Stripping a neon nucleus one electron at a time removes one share of screening per step, so the naive picture is an ionisation energy that rises smoothly with the charge $q$. The scales are about 20 eV for the first electron, about 200 eV for the last two of the $n=2$ shell and over 1 keV for the 1s pair, with steps of 20 to 50 eV inside the $n=2$ shell. Here the estimate is $-\varepsilon$, minus the highest occupied eigenvalue in the LB94 model potential. It equals the ionisation energy only for the exact Kohn-Sham potential; LB94 imposes the correct $-1/r$ tail and is approximate further in. It rises at every step, with three breaks, and lies 0.7 to 3.1% below the NIST values from Ne to Ne7+ ("computed less table"). "Up" and "down" mark majority and minority spin.

Neon atom and ions, Ne to Ne9+, in the ground configurations that NIST lists, computed with radks 1 (radial solver with Libxc): non-relativistic, spin-polarised all-electron Kohn-Sham, LB94 model potential, spherical densities, point nucleus. Open shells are filled at highest spin; −ε, minus the highest occupied eigenvalue, estimates the ionisation energy.

| species | Z | charge (e) | electrons | configuration | −ε(highest occupied) (eV) | highest level mean radius (bohr) | highest level | NIST table (eV) | kind of table value | stated uncertainty (eV) | computed less table (eV) |
| --- | --- | --- | --- | --- | --- | --- | --- | --- | --- | --- | --- |
| Ne | 10 | 0 | 10 | [He] 2s2 2p6 | 21.276 | 0.96247 | 2p | 21.564541 | measured | 7e-06 | -0.288 |
| Ne+ | 10 | 1 | 9 | [He] 2s2 2p5 | 40.512 | 0.87854 | 2p down | 40.96297 | measured | 4e-05 | -0.451 |
| Ne2+ | 10 | 2 | 8 | [He] 2s2 2p4 | 62.642 | 0.81238 | 2p down | 63.4233 | measured | 0.0003 | -0.781 |
| Ne3+ | 10 | 3 | 7 | [He] 2s2 2p3 | 94.208 | 0.74336 | 2p up | 97.19 | semi-empirical | 0.0025 | -2.98 |
| Ne4+ | 10 | 4 | 6 | [He] 2s2 2p2 | 123.31 | 0.69808 | 2p up | 126.247 | measured | 0.012 | -2.94 |
| Ne5+ | 10 | 5 | 5 | [He] 2s2 2p1 | 154.72 | 0.65855 | 2p up | 157.934 | measured | 0.005 | -3.21 |
| Ne6+ | 10 | 6 | 4 | [He] 2s2 | 203.49 | 0.71139 | 2s | 207.271 | measured | 0.012 | -3.78 |
| Ne7+ | 10 | 7 | 3 | [He] 2s1 | 237.42 | 0.68810 | 2s up | 239.097 | semi-empirical | 0.0019 | -1.68 |
| Ne8+ | 10 | 8 | 2 | 1s2 | 1175.5 | 0.15644 | 1s | n/a | n/a | n/a | n/a |
| Ne9+ | 10 | 9 | 1 | 1s1 | 1338.1 | 0.15062 | 1s up | n/a | n/a | n/a | n/a |

**The smooth background.** Slater's rules bind $k$ electrons of the $n=2$ shell with

$$E(k)=\mathrm{Ry}\;k\,[\,10-2(0.85)-0.35(k-1)\,]^2/4 .$$

This is cubic in $k$, so the ionisation energy $E(k)-E(k-1)$ is quadratic in $q$: each step is larger than the last by a constant 2.5 eV, because the ion contracts and the repulsion removed grows. The fits below put this constant at 3.17 eV for LB94 and 3.14 eV for NIST, so the rules give its origin and rough size. For Ne7+, $k=1$ gives $13.606\times 8.3^2/4=234.3$ eV against 237.42 eV, with nothing fitted to the table. The rules stay within about 5% of $-\varepsilon$ for the ions and fall 25% short for neutral Ne, where the result is a small difference of large terms.

**Ne to Ne2+.** The electron leaves from the full 2p shell or from the minority channel. The steps, 19.2 and 22.1 eV, follow NIST to about 0.3 eV, and the shortfall stays at 1.1 to 1.3% of the reference.

**Ne3+ to Ne5+.** The step into Ne3+ is 31.6 eV and the next falls back to 29.1 eV. NIST shows the same kink, so it is physical, and standard theory assigns it to exchange. The Hund ground terms of $p^1$ to $p^6$ carry exchange-multipole energies $0,-5,-15,-15,-20,-30$ in units of $F^2/25$, with $F^2$ the 2p–2p Slater integral. Removing one electron therefore costs an extra $0,5,10$ from $p^1$ to $p^3$ and again $0,5,10$ from $p^4$ to $p^6$: a straight line in $k$, broken at half filling by $J=15F^2/25=0.6F^2$. The fourth electron has no parallel partner to lose, while the third loses two.

A hydrogenic orbital gives the size. With $\langle r\rangle=5/Z_{\rm eff}$ and the mean radius of Ne2+ and Ne3+, 0.778 bohr, $Z_{\rm eff}=6.4$; then $F^2=\tfrac{45}{512}Z_{\rm eff}\approx0.56$ hartree $\approx15$ eV and $J\approx9$ eV, a rough figure. A quadratic in $q$ plus a step $J$ for majority-spin rows was fitted to the six 2p rows only, once for LB94 and once for NIST; the printed analysis follows this text. It gives $J=6.2$ eV for LB94 and 8.2 eV for NIST. The LB94 rms residual is 0.15 eV against 0.91 eV for a cubic with as many parameters. Six points and four parameters make a weak test, and the residual is far above the 0.005 eV rounding, so $J$ is not strictly constant or the background not strictly quadratic.

The 2 eV deficit in $J$ restates, rather than explains, the jump of the error from $-0.78$ to $-2.98$ eV at Ne3+, after which it stays near $-3$ eV. An error proportional to the ionisation energy describes the six rows worse than two flat levels, though with one parameter fewer. The Ne3+ reference is semi-empirical, but the measured Ne4+ and Ne5+ values show the same offset. Fine structure is unresolved and of order 0.1 eV (a rough recalled size), too small for the jump. The calculation spreads open-shell electrons spherically, and its share in the error is not separated here. The deficit fixes only the difference between the two spin channels. It does not show that LB94 underbinds majority levels as such: Ne7+ is a majority-spin row with the smallest relative error, 0.70%, and Ne6+, with no majority channel, is 1.82% low. In the calculation the step is the change of spin channel: the highest level passes from minority to majority 2p, which lies deeper by the spin splitting. That splitting is not linear in the number of unpaired electrons. The 3.73 eV of Ne5+ times three gives 11.2 eV, well above the fitted step, because local exchange goes as the cube root of the spin density and one more electron counts for less in a fuller shell. A crude scaling with the density to the power $-2/3$ brings it to about 6 eV, the size of the fitted step.

**Ne6+ and Ne7+.** The 48.8 eV step is a change of level, and Ne6+ lies 13.7 eV above the extended 2p curve. The Ne5+ levels of the same calculation split the step into 16.6 eV from 2p up down to the spin-averaged 2s, which penetrates the core, and a 32.1 eV shift of 2s itself; this is 3 eV less than the 35.1 eV step of the extended 2p curve, which is why the excess is smaller than the gap. The mean radius, which falls at all the other steps, rises from 0.659 to 0.711 bohr for the same reason: 2s already sits at 0.739 bohr in Ne5+ and contracts.

The error is $-3.78$ eV at Ne6+ and $-1.68$ eV at Ne7+. Theory says that $2s^2$ mixes strongly with the nearby empty $2p^2$, which stabilises a four-electron ion and raises its ionisation energy; the lone 2s electron has no such term. That LB94 fails to capture this is plausible but untested. The calculation is also non-relativistic, which underbinds 2s by a fraction of an eV, a noticeable part of the Ne7+ error but much the same for both ions, so not the source of their difference.

**Ne8+ and Ne9+.** The core opens: $-\varepsilon$ grows by a factor 4.95 and the radius shrinks to 0.227 of its value. The factor $1/n^2$ supplies 4, and the weaker screening of a 1s electron supplies the rest. For one electron the exact non-relativistic value is $Z^2\,\mathrm{Ry}=1360.6$ eV, so LB94 is 22.5 eV (1.65%) low. Relativity, $Z^4\alpha^2/8$ hartree $=1.8$ eV, would widen the gap. The cause is self-interaction: the electron's mean repulsion by its own density, twice the Hartree energy, is 169.4 eV, and to first order $22.5/169.4\approx13\%$ stays uncancelled at 0.15 bohr, where the tail condition does not fix the potential. Against a $1/Z$ series (about 1195 eV, with a rough recalled second-order term) Ne8+ is low by a similar 1.6%.

For a neighbouring nucleus the same counting puts the breaks at the same electron numbers: $p^4\to p^3$, with $J$ growing as $1/\langle r\rangle$, then $p^1\to s^2$, then the 1s shell.

Output of the analysis:

```
ion level | -eps eV, step eV | Slater eV, Slater vs -eps % | Zeff(energy), Zeff(radius) | NIST step eV, error eV, error %
Ne 2p | 21.28, - | 16.0, -24.9 | 2.50, 5.19 | -, -0.29, -1.34
Ne+ 2p down | 40.51, 19.24 | 39.7, -2.1 | 3.45, 5.69 | 19.40, -0.45, -1.10
Ne2+ 2p down | 62.64, 22.13 | 65.9, +5.2 | 4.29, 6.15 | 22.46, -0.78, -1.23
Ne3+ 2p up | 94.21, 31.57 | 94.6, +0.4 | 5.26, 6.73 | 33.77, -2.98, -3.07
Ne4+ 2p up | 123.31, 29.10 | 125.8, +2.0 | 6.02, 7.16 | 29.06, -2.94, -2.33
Ne5+ 2p up | 154.72, 31.41 | 159.4, +3.1 | 6.74, 7.59 | 31.69, -3.21, -2.03
Ne6+ 2s | 203.49, 48.77 | 195.6, -3.9 | 7.73, 8.43 | 49.34, -3.78, -1.82
Ne7+ 2s up | 237.42, 33.93 | 234.3, -1.3 | 8.35, 8.72 | 31.83, -1.68, -0.70
Ne8+ 1s | 1175.50, 938.08 | 1199.8, +2.1 | 9.30, 9.59 | -, -, -
Ne9+ 1s up | 1338.10, 162.60 | 1360.6, +1.7 | 9.92, 9.96 | -, -, -
ratio Ne8+/Ne7+: -eps 4.95, radius 0.227
rounding of 2p rows at most 0.005 eV; largest NIST uncertainty 0.012 eV
2p rows (Ne to Ne5+), four parameters each
LB94: I = 21.29 + 17.54 q + 1.585 q^2 + J*up, J = 6.19 eV, second difference 3.17 eV
  residuals eV -0.01 +0.09 -0.08 -0.18 +0.29 -0.11; rms 0.15, worst Ne4+
  cubic residuals eV -0.20 +0.89 -1.52 +1.27 -0.51 +0.08; rms 0.91
  Ne6+ (2s, outside fit): 2p curve gives 189.8 eV, excess 13.7 eV
NIST: I = 21.56 + 17.81 q + 1.568 q^2 + J*up, J = 8.19 eV, second difference 3.14 eV
  residuals eV +0.00 +0.02 -0.03 -0.10 +0.17 -0.07; rms 0.09, worst Ne4+
  cubic residuals eV -0.22 +1.04 -1.95 +1.82 -0.85 +0.16; rms 1.23
  Ne6+ (2s, outside fit): 2p curve gives 193.1 eV, excess 14.2 eV
Slater second difference 2.50 eV
J LB94 - J NIST -1.99 eV, ratio 0.76; error jump Ne2+ to Ne3+ -2.20 eV
hydrogenic 2p at r = 0.778 bohr: F2 about 15 eV, 0.6 F2 about 9 eV
error proportional to I: -2.20 %, rms 0.49 eV (1 parameter)
error as two levels -0.51, -3.04 eV, rms 0.17 eV (2 parameters)
error change Ne5+ to Ne6+ -0.57 eV, Ne6+ to Ne7+ +2.10 eV
Ne5+ 2p spin splitting 3.73 eV, times 3 = 11.2 eV; crude density^(-2/3) scaling about 6 eV
step Ne5+ to Ne6+ 48.77 = gap 2p up to mean 2s 16.63 + 2s shift 32.14 eV
2s radius: Ne5+ mean 0.739, Ne6+ 0.711, Ne7+ 0.688; Ne5+ 2p 0.659 bohr
Ne9+ exact non-relativistic 1360.6 eV, error -22.5 eV (-1.65 %), radius +0.41 % from exact
Ne9+ mean self-repulsion potential 169.4 eV, uncancelled share about 13 % (first order)
Ne9+ missing relativistic shift Z^4 alpha^2/8 = 1.81 eV
Ne8+ 1/Z series about 1195 eV, error about -19 eV (-1.6 %)
step Ne8+ to Ne9+: computed 162.6 eV, 1/Z series about 166 eV
```
